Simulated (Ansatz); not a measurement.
## A series in volume scale on Se

Plane-wave DFT, scalar-relativistic PAW made under PBE with cores redone for the functional, no dispersion; the given relaxed cell is scaled uniformly, energy at zero smearing counts from the unscaled cell, pressure at the given Fermi-Dirac smearing is positive in compression. The results are calculated, by Ansatz 0.2.0.

The cell before it is scaled or strained (space group Pm-3m, No. 221):
```
cell vectors (Å)
   2.8143     0.0000     0.0000
   0.0000     2.8143     0.0000
   0.0000     0.0000     2.8143
atoms (fractions of the cell vectors)
Se  0.00000  0.00000  0.00000
```

Settings of every row: spin polarised no; functional r2SCAN; wave cutoff 500 eV; smearing width 0.1 eV; k mesh 13x13x13.

Atom starting moment: 0 on all atoms.

Limits: the cell comes from a prototype or a list of computed structures and needn't be the stable phase.

```
row  volume scale  V (Å³/atom)  pressure (GPa)  energy change per atom (meV)
  1          0.88       19.615           13.21                         97.78
  2          0.92       20.507               ?                             ?
  3          0.96       21.398            3.55                          9.34
  4          1.04       23.182           -2.65                          7.84
  5          1.08       24.073           -4.86                         29.43
  6          1.12       24.965           -6.62                         61.99
```

Question: what pressure and energy change per atom should row 2 give?

Worked fit of pressure. Take u = (V_r/V)^(2/3) − 1 with V_r = 23.182 Å³ an atom, which is twice the finite (Eulerian) strain; such expansions in the strain, on which the Birch-Murnaghan equation of state is built, carry the rest volume and the bulk modulus. The shown rows have u = 0.11783, 0.05484, 0, -0.02483, -0.0482. Least squares give pressure = −2.683 + 96.676 × u + 323.32 × u² GPa; a straight line predicts inner rows, each left out in turn, worse (root mean square 1.1 against 0.069 GPa). The rows lie off it by 0.01, -0.04, 0.03, 0.02, -0.03. The pressure vanishes at u = 0.0256, or V = 22.32 Å³ an atom, and there the bulk modulus at fixed shape and fractions is B = −V dP/dV = (2/3)(1 + u) dP/du = 77.4 GPa. The withheld row has u = 0.08517, so the fit gives −2.683 + 96.676 × (0.08517) + 323.32 × (0.08517)² = 7.90 GPa.

The calculation gave 7.85 GPa. The fit lies 0.05 GPa (0.25 % of the column's range) above it; its largest miss of a shown row is 0.04 GPa.

Worked fit of energy change per atom. Take u = (V_r/V)^(2/3) − 1 with V_r = 23.182 Å³ an atom, which is twice the finite (Eulerian) strain; such expansions in the strain, on which the Birch-Murnaghan equation of state is built, carry the rest volume and the bulk modulus. The shown rows have u = 0.11783, 0.05484, 0, -0.02483, -0.0482. Least squares give energy change per atom = 7.478 − 585.839 × u + 11465.08 × u² meV; a straight line predicts inner rows, each left out in turn, worse (root mean square 38 against 0.82 meV). The rows lie off it by 0.15, -0.49, 0.36, 0.34, -0.36 (root mean square 0.36 meV). The withheld row has u = 0.08517, so the fit gives 7.478 − 585.839 × (0.08517) + 11465.08 × (0.08517)² = 40.75 meV.

The calculation gave 40.14 meV. The fit lies 0.61 meV (1.5 % of the value, 0.68 % of the column's range) above it; its largest miss of a shown row is 0.49 meV.
